# How GW moves the bands of silicon carbide

A band level is the energy at which the crystal gives up an electron, if the state is filled, or takes one in, if it is empty. LDA levels are a cheap first guess at these energies, and GW corrects them one by one. The table follows the top filled and the first empty state of hexagonal SiC at three points of reciprocal space. These are Γ (rows 1 and 2), K (rows 5 and 6), and a point between Γ and the zone edge (rows 3 and 4).

ABINIT 10.8.3; functional LDA, dispersion none, spin orbit no, k mesh 3x3x1, occupations fixed, potentials PseudoDojo NC SR LDA v0.4.1 standard, wave cutoff 1006.82 eV, job gw.

```tsv
row	state k a (reciprocal cell vector)	state k b (reciprocal cell vector)	state k c (reciprocal cell vector)	state band	state start level (eV)	state corrected level (eV)	state weight z
1	0.000	0.000	0.000	top filled	0.000	0.000	0.800
2	0.000	0.000	0.000	first empty	4.873	5.883	0.810
3	0.333	0.000	0.000	top filled	-0.926	-1.082	0.797
4	0.333	0.000	0.000	first empty	3.253	4.132	0.823
5	0.333	0.333	0.000	top filled	-3.950	-4.346	0.787
6	0.333	0.333	0.000	first empty	2.046	2.855	0.826
```

"State start level" is the LDA energy and "state corrected level" the GW energy. Both columns count from the top filled state at Γ, so the zeros of row 1 are a choice of origin, and every rise or fall below is relative to that state. The wave cutoff named above the table is that of the LDA step; the GW step used a lower one.

## 1. Where is the gap, and how large is it?

Among the three points sampled, the highest filled level is at Γ and the lowest empty one at K. The gap is therefore indirect: an electron that crosses it must also change its crystal momentum. LDA puts it at 2.05 eV and GW at 2.86 eV, an increase of about 40 %. At a fixed point of reciprocal space the gap is much larger, about 6.0 eV at K already in LDA.

## 2. Why does GW open the gap?

An electron in a filled state lowers its energy by exchange with the other filled electrons of the same spin. An electron added to an empty band overlaps less with them and gains less. LDA replaces this difference by one potential that depends only on the local density and acts alike on filled and empty states.

GW uses a self-energy instead, which contains the true nonlocal exchange, weakened by the screening of the other electrons. It can tell a filled state from an empty one, so the two groups move apart. The table shows the opening; that exchange is its source is argued from theory.

## 3. Can one number correct the whole band structure?

A common shortcut, the scissors shift, raises all empty bands by the amount that repairs the indirect gap, here 0.81 eV. The empty state at K (row 6) fits exactly, since its rise defines the shift. The filled one below it (row 5) is the real test: it should stay put, yet it sinks by 0.40 eV. The direct gap at K thus widens by 1.2 eV, and the shortcut accounts for only two thirds of that.

The other two points show the same fault in a milder form, with direct gaps left about 0.2 eV too small. A scissors shift taken from the indirect gap matches the band edges by construction, but it is too weak for the direct gaps at all three points.

## 4. Why do levels far from the gap move further?

The corrections follow a pattern: the higher an empty state starts, the more it rises, and the deeper a filled state starts, the more it sinks. The bands are stretched as well as separated. Theory offers a reason. Nonlocal exchange tends to favour deep filled states most and high empty states least, which is why bands come out too wide when exchange is left unscreened. Screening removes most of this stretch, and a part survives.

The simplest description adds the two effects. With $E$ for the start level, the change of a level is

$$\Delta = D + sE \ \text{(empty)}, \qquad \Delta = sE \ \text{(filled)}.$$

Subtracting the second from the first gives the widening of any gap $E_g$ as $D + sE_g$. A least-squares fit to rows 2 to 6 gives $D = 0.569$ eV and $s = 0.0975$; row 1 stays out because its change is zero by definition.

For the direct gap at K this means

$$0.569 + 0.0975 \times 5.996 \approx 1.15\ \text{eV},$$

against 1.205 eV in the table. Both K states were part of the fit, so this shows how well the formula describes them and is no independent prediction. The formula also explains the percentages: because part of the widening does not depend on the size of the gap, the small indirect gap grows by 40 % and the large direct ones by only 20 to 25 %.

The typical miss is 0.04 eV, compared with 0.2 eV for a fitted shift without stretch. With five levels and two constants that can partly stand in for each other, neither constant should be read as the strength of a separate physical effect. The description is poorest for row 3, which sinks by 0.16 eV where the formula gives 0.09 eV. A likely but untested reason is that the shape of an orbital matters as well as its energy. The analysis printed below the text gives the comparison in full.

## 5. What does the weight Z mean?

When an electron is removed or added, the others rearrange. Most of the response is one sharp level, and the rest goes into satellites, in which the electron sea is set oscillating as well. The column "state weight z" is the share of the sharp level, here about 80 %.

The same number measures how fast the self-energy $\Sigma$ changes with energy. The corrected level $E'$ obeys $E' = E + \Sigma(E') - V$, where $V$ is the LDA exchange-correlation potential felt by the state. If $\Sigma$ is a straight line of slope $b$ near $E$, this becomes

$$E' - E = Z\,[\Sigma(E) - V], \qquad Z = \frac{1}{1-b}.$$

At K the empty state has $Z = 0.826$ and the deep filled state 0.787, so the slopes are about −0.21 and −0.27. Among the empty states, and likewise among the filled ones, $Z$ falls with distance from the gap. Theory expects this, because the self-energy steepens towards the satellite energies, and a state near the gap is farthest from them. Distance does not explain everything: the top filled state at Γ lies at the edge of the gap, yet its $Z$ of 0.800 is below that of every empty state. The run warns that $\Sigma$ is not a straight line for at least one state; the warning names the lowest band, which is not in the table. For such a state both $Z$ and the corrected level are less certain. In any case, the third digit of $Z$ serves only to compare states within this run.

## 6. Why does the gap grow when the calculation is repeated?

The first pass builds the self-energy from LDA levels and gives a gap of 2.74 eV. Later passes put corrected levels back in, for 14 of the 60 bands in the sums, and keep the screening as it was. The final widening is about 17 % larger than that of the first pass.

The slope from the previous question suggests why. In the first pass a state moves while the levels that make up its self-energy stay put, and the negative slope holds it back by the factor $Z$. Once some of those levels move too, the energy distances between an empty state and the neighbours that rise with it are largely restored, and part of the brake is released.

## 7. What would change with weaker screening, or with another element?

Weaker screening leaves more of the exchange alive, so the gap should open further. This matters here, because the run gives a dielectric constant of 8.5, while a rough recalled value for SiC is 6.7. If the widening scaled with the inverse of that constant, it would grow by

$$0.81 \times (8.5/6.7 - 1) \approx 0.2\ \text{eV}.$$

Only the order of magnitude should be taken from this: tenths of an electronvolt. The coarse mesh of points is a likely cause of the excessive screening, though no second mesh tests it. The LDA levels, from which the screening was built, should add to it, because a gap that is too small makes the electrons too easy to displace.

The same reasoning covers a change of element. Replacing carbon by silicon leads towards pure silicon, with a smaller gap and electrons that screen more easily, so the correction in electronvolts should be smaller. Going towards diamond should make it larger.

## 8. Which digits can be trusted?

The last pass changed the gap by less than 0.01 eV, so the repetition has settled. That is a statement about one source of error. The number of bands, the cutoffs and the mesh are not converged, and the screening alone may cost a few tenths of an electronvolt. The GW gap is best quoted as "nearly 3 eV".

The measured gap is roughly 3.3 eV, again a recalled value, and the excessive screening errs in the direction of this shortfall. Lattice vibrations, which the static calculation leaves out, would lower the computed gap somewhat and add to the difference. With bands, cutoffs and mesh unconverged, it would be premature to blame the GW method itself.

The smallest direct gap, 5.2 eV in rows 3 and 4, is the smallest among the three points sampled; a finer mesh could find a smaller one. The sinking of the filled state at K is probably on firmer ground than any single gap, since it compares two filled states (rows 1 and 5), whose errors should be more alike than those of a filled and an empty one. No second run tests this. For practical use, the band-edge correction should not be carried over unchanged to direct gaps.

Output of the analysis:

```
Level changes and direct gaps at the same k point in eV:
  row  level change  LDA direct gap  GW direct gap  widening  widening in percent  missed by rigid shift  self-energy slope
    1             0           4.873          5.883      1.01                20.73                  0.201              -0.25
    2          1.01           4.873          5.883      1.01                20.73                  0.201            -0.2346
    3        -0.156           4.179          5.214     1.035                24.77                  0.226            -0.2547
    4         0.879           4.179          5.214     1.035                24.77                  0.226            -0.2151
    5        -0.396           5.996          7.201     1.205                 20.1                  0.396            -0.2706
    6         0.809           5.996          7.201     1.205                 20.1                  0.396            -0.2107
Indirect gap in LDA (eV): 2.046
Indirect gap in GW (eV): 2.855
Widening of the indirect gap (eV): 0.809
Widening of the indirect gap (percent): 39.54
Largest less smallest rise among empty states (eV): 0.201
fit of change on 5 rows (abs(E) > 0.0005): coefficient of opened 0.8993 +/- 0.13; rms 0.201, worst 5 0.396, leave-one-out rms 0.214
  rows outside the fit (model, value, miss): 1 0, 0, 0
fit of change on 5 rows (abs(E) > 0.0005): coefficient of opened 0.5688 +/- 0.047, coefficient of E 0.09749 +/- 0.011; rms 0.0382, worst 3 0.0657, leave-one-out rms 0.0557
  rows outside the fit (model, value, miss): 1 0, 0, 0
Widening of the indirect gap after the first pass (eV): 0.694
Gain in widening from first to last pass (percent): 16.57
Gap change in the last pass (eV): -0.007
Lowering of the dielectric constant by local fields (percent): 9.019
Rough extra widening if it scaled as 1/dielectric constant (eV): 0.2174
```
